**Q:** I have ionisation energies of hydrogen fluoride at many levels, with the results for PBE, r2SCAN and B3LYP still covered up. Can I work out what they should be?

Vertical ionisation energies of hydrogen fluoride in the gas phase, computed with Ansatz 0.2.0 as cation less neutral at the neutral's PBE0-D4/def2-TZVP geometry. The cation is unrestricted, and cores are frozen in MP2, coupled cluster and the MP2 part of B2PLYP. Values at the limit are extrapolated from def2-TZVPP and def2-QZVPP.

| level | exact exchange, long range (%) | ionisation energy (eV) | less CCSD(T) at the limit (eV) | cation <S^2> |
| --- | --- | --- | --- | --- |
| PBE-D4/def2-TZVPP | 0 | ? | ? | ? |
| r2SCAN-D4/def2-TZVPP | 0 | ? | ? | ? |
| B3LYP-D4/def2-TZVPP | 20 | ? | ? | ? |
| PBE0-D4/def2-TZVPP | 25 | 16.03 | -0.23 | 0.752 |
| wB97X-V/def2-TZVPP | 100 | 16.12 | -0.15 | 0.752 |
| wB97M-V/def2-TZVPP | 100 | 16.06 | -0.21 | 0.752 |
| B2PLYP/def2-TZVPP | 53 | 16.12 | -0.14 | 0.753 |
| CCSD(T)/def2-QZVPP | n/a | 16.16 | -0.11 | 0.754 |
| CCSD(T)/def2-TZVPP | n/a | 16.01 | -0.25 | 0.754 |
| CCSD(T)/def2-limit | n/a | 16.27 | 0.00 | n/a |
| CCSD/def2-QZVPP | n/a | 16.07 | -0.20 | 0.754 |
| CCSD/def2-TZVPP | n/a | 15.94 | -0.33 | 0.754 |
| CCSD/def2-limit | n/a | 16.16 | -0.11 | n/a |
| HF/def2-QZVPP | 100 | 14.30 | -1.96 | 0.754 |
| HF/def2-TZVPP | 100 | 14.30 | -1.97 | 0.754 |
| HF/def2-limit | 100 | 14.30 | -1.96 | n/a |
| MP2/def2-QZVPP | n/a | 16.39 | 0.12 | 0.754 |
| MP2/def2-TZVPP | n/a | 16.24 | -0.03 | 0.754 |
| MP2/def2-limit | n/a | 16.49 | 0.23 | n/a |

**A:** Begin with a level that errs badly for a reason you can name. Which one would you choose?

**Q:** Hartree-Fock. Its ionisation energy is 14.30 eV, nearly 2 eV below CCSD(T) at the limit, which is the estimate for a complete basis. Could it have removed a different electron?

**A:** In the same calculations, the Hartree-Fock cation has its hole in a fluorine lone pair, and so do the cations of the four functionals you can see. The column with the cation's ⟨S²⟩ agrees with a clean state: its values stay close to 0.75, the value for one unpaired electron. The cation's orbitals were also allowed to relax. What Hartree-Fock leaves out is correlation, the way electrons avoid one another beyond their average repulsion.

**Q:** But it leaves that out of both the molecule and the cation. Why doesn't the error cancel?

**A:** Because the molecule has more of it to lose. The electron that leaves had been avoiding all the others, above all its partner in the same lone pair, and that stabilisation goes with it. In the larger of the two finite basis sets, CCSD finds a correlation energy of 8.08 eV in the molecule and 6.31 eV in the cation. Hartree-Fock therefore places the molecule too high relative to the cation, and the electron seems too easy to remove.

**Q:** PBE0 contains a quarter of exact exchange, the kind Hartree-Fock uses. Can I draw a straight line from Hartree-Fock through PBE0 and read off PBE at zero?

**A:** That line gives 16.61 eV, but its two ends differ in more than exchange. PBE0 also contains the whole of PBE's correlation, and Hartree-Fock contains none. The end of the line should be exact exchange together with PBE correlation. Let c be the amount by which PBE correlation raises the ionisation energy. If the electron densities are taken as equal, then

PBE0 = 0.75 × PBE + 0.25 × (Hartree-Fock + c).

**Q:** So I need c. Could I use the full difference between CCSD(T) and Hartree-Fock at the limit, 1.97 eV from the rounded energies?

**A:** That is a sensible upper bound. PBE's exchange depends only on the density and its gradient near each point, and such exchange often imitates part of what is properly correlation. The correlation functional then has less to supply. I would assume two thirds of the full amount, with one third and the whole as bounds. That share is a guess.

**Q:** Then c is two thirds of 1.97, or 1.31 eV. Exact exchange with PBE correlation would give 14.30 + 1.31 = 15.61 eV. A quarter of that is 3.90, and PBE0 stands at 16.03. So PBE should be (16.03 − 3.90) / 0.75, about 16.17 eV.

**A:** And the two bounds on c give 15.95 and 16.39 eV. The forecast for PBE is therefore 16.2 ± 0.2 eV, slightly above PBE0. Nothing has been fitted: Hartree-Fock, PBE0 and the CCSD(T) limit go in, and the share of correlation is assumed.

**Q:** B3LYP uses other ingredients. Does it have a relative in the table?

**A:** B2PLYP. Before its MP2 part is added, it gives 15.49 eV with 53 % exact exchange and 73 % of the LYP correlation. Take out those two contributions, with the same c, and what remains tells you about its density-based exchange. Put the pieces together again with B3LYP's 20 % exact exchange and full correlation, and you reach about 16.0 eV. B3LYP also contains some local correlation of a kind known to be too strong, for which I add roughly 0.1 eV as a guess. The forecast is 16.1 ± 0.2 eV, slightly above PBE0.

**Q:** And r2SCAN?

**A:** That is the weakest of the three, because no hybrid built on it is at hand. Functionals of its type often behave as if they held a little exact exchange, so I place it halfway between PBE0 and our value for PBE, at 16.1 ± 0.3 eV. All three bars are judgements, and they are wider than the differences between the forecasts. The order is only a leaning.

**Q:** Let me uncover the rows.

The withheld rows as computed:

| level | exact exchange, long range (%) | ionisation energy (eV) | less CCSD(T) at the limit (eV) | cation <S^2> |
| --- | --- | --- | --- | --- |
| PBE-D4/def2-TZVPP | 0 | 16.23 | -0.04 | 0.751 |
| r2SCAN-D4/def2-TZVPP | 0 | 16.04 | -0.23 | 0.753 |
| B3LYP-D4/def2-TZVPP | 20 | 16.25 | -0.01 | 0.752 |

**Q:** PBE is at 16.23 eV, so we were 0.03 eV too low. Does that prove the argument?

**A:** It supports one step of it. The straight line without correlation misses PBE by 0.38 eV, so allowing for correlation at its far end was worthwhile. But our bar was wide, and a different error in c could have been offset by the neglected changes in density. The firmer evidence is the comparison between PBE and PBE0 itself.

**Q:** What is special about that pair?

**A:** They share the same correlation functional and differ in their exchange. Replacing a quarter of PBE's exchange by exact exchange lowers the ionisation energy from 16.23 to 16.03 eV, a drop of 0.20 eV. If the mixing is linear, replacing all of it would cost about four times as much, 0.8 eV. So PBE's exchange by itself already favours the molecule over the cation more than exact exchange does.

**Q:** Then how much is left for PBE's correlation?

**A:** About 1 eV, if you put the computed PBE value back into our equation. That is little more than half of the full correlation contribution and somewhat below the share we assumed. It is a consequence of the model and no separate test of it. The picture it suggests is that PBE's correlation supplies too little, and its exchange makes up most of the difference.

**Q:** That would explain something odd. PBE lies only 0.04 eV below the CCSD(T) limit, while PBE0, which I took to be the better functional, lies 0.23 eV below it.

**A:** Yes. PBE0 gives up a quarter of the helpful error in the exchange and gets no extra correlation in return, so the sum falls. Exact exchange is better as exchange, but it needs a correlation partner that supplies the whole amount. PBE's close agreement here is therefore a balance between two parts and doesn't show that each part is accurate.

**Q:** Is it fair to compare functionals in the smaller basis with a reference at the limit?

**A:** It needs care. CCSD(T) rises by about 0.25 eV from that basis to the limit, because it builds correlation out of empty orbitals and needs many of them. Hartree-Fock barely moves. PBE and PBE0 take their correlation from the density, so I expect them to behave more like Hartree-Fock, but they were not run in a larger basis. Their difference from each other is safer than their distance from the limit.

**Q:** B3LYP came out at 16.25 eV. We were 0.15 eV too low, which is inside the bar but not by much.

**A:** It is our largest miss, and the value sits at the upper edge of what the model allowed. One possible reason is that LYP correlation contributes less than we assumed. The B2PLYP value is fixed, so less correlation means that more of it must come from density-based exchange, and B3LYP carries a larger share of that. Another is that the local correlation adds more than my rough 0.1 eV. The two functionals also differ in their density-based exchange and in their densities, which the model neglects. One number cannot tell these causes apart.

**Q:** With r2SCAN we did better: 16.04 eV, when we had said 16.1.

**A:** The forecast holds, but it earns little credit. Simply repeating the PBE0 value would have missed by only 0.01 eV, against 0.06 eV for ours. r2SCAN does land close to a functional with a quarter of exact exchange, as its type often does. Its agreement with PBE0 in this one molecule doesn't show why.

**Q:** If I met another hybrid, how should I reason?

**A:** Ask first how much correlation disappears with the electron. Then ask how much of that the functional's correlation supplies, and how much its exchange imitates. Here, adding exact exchange to PBE while keeping its correlation unchanged lowered the ionisation energy, but one pair of functionals in one molecule doesn't make that a rule. The output printed below gives the estimates, their bounds and the misses.

**Q:** Does any of this matter where hydrogen fluoride is used to etch silica in chip making?

**A:** Only where the vapour is ionised, as in a mass spectrometer that monitors the gas. There, a vertical ionisation energy taken from Hartree-Fock would be almost 2 eV too low, whereas the choice among these functionals shifts it by about 0.2 eV. The measured threshold can lie somewhat below the vertical value, because the cation's bond can relax. Wet etching depends on reactions at the silica surface, and the ionisation energy does not describe them.

Output of the analysis:

```
Correlation contribution at the limit, CCSD(T) less HF (eV): 1.97
HF change from TZVPP to the limit (eV): 0
CCSD(T) change from TZVPP to the limit (eV): 0.26
Spread of the four known functional rows (eV): 0.09
B2PLYP ionisation energy before its MP2 part (eV): 15.49
PBE model, central (eV): 16.17
PBE model, upper value, one third of the correlation contribution (eV): 16.39
PBE model, lower value, whole correlation contribution (eV): 15.95
r2SCAN estimate, halfway between PBE model and PBE0 (eV): 16.1
B3LYP model, central (eV): 16.11
B3LYP model, upper value (eV): 16.26
B3LYP model, lower value (eV): 15.95
Rival straight line through HF and PBE0, value for PBE (eV): 16.61
PBE computed (eV): 16.23
PBE miss, forecast 16.2 +- 0.2 less computed (eV): -0.03
r2SCAN computed (eV): 16.04
r2SCAN miss, forecast 16.1 +- 0.3 less computed (eV): 0.06
B3LYP computed (eV): 16.25
B3LYP miss, forecast 16.1 +- 0.2 less computed (eV): -0.15
Rival straight line, miss for PBE (eV): 0.3767
Rival of no change, PBE0 less PBE, r2SCAN and B3LYP (eV): -0.2, -0.01, -0.22
PBE correlation contribution implied afterwards by the model (eV): 1.13
```
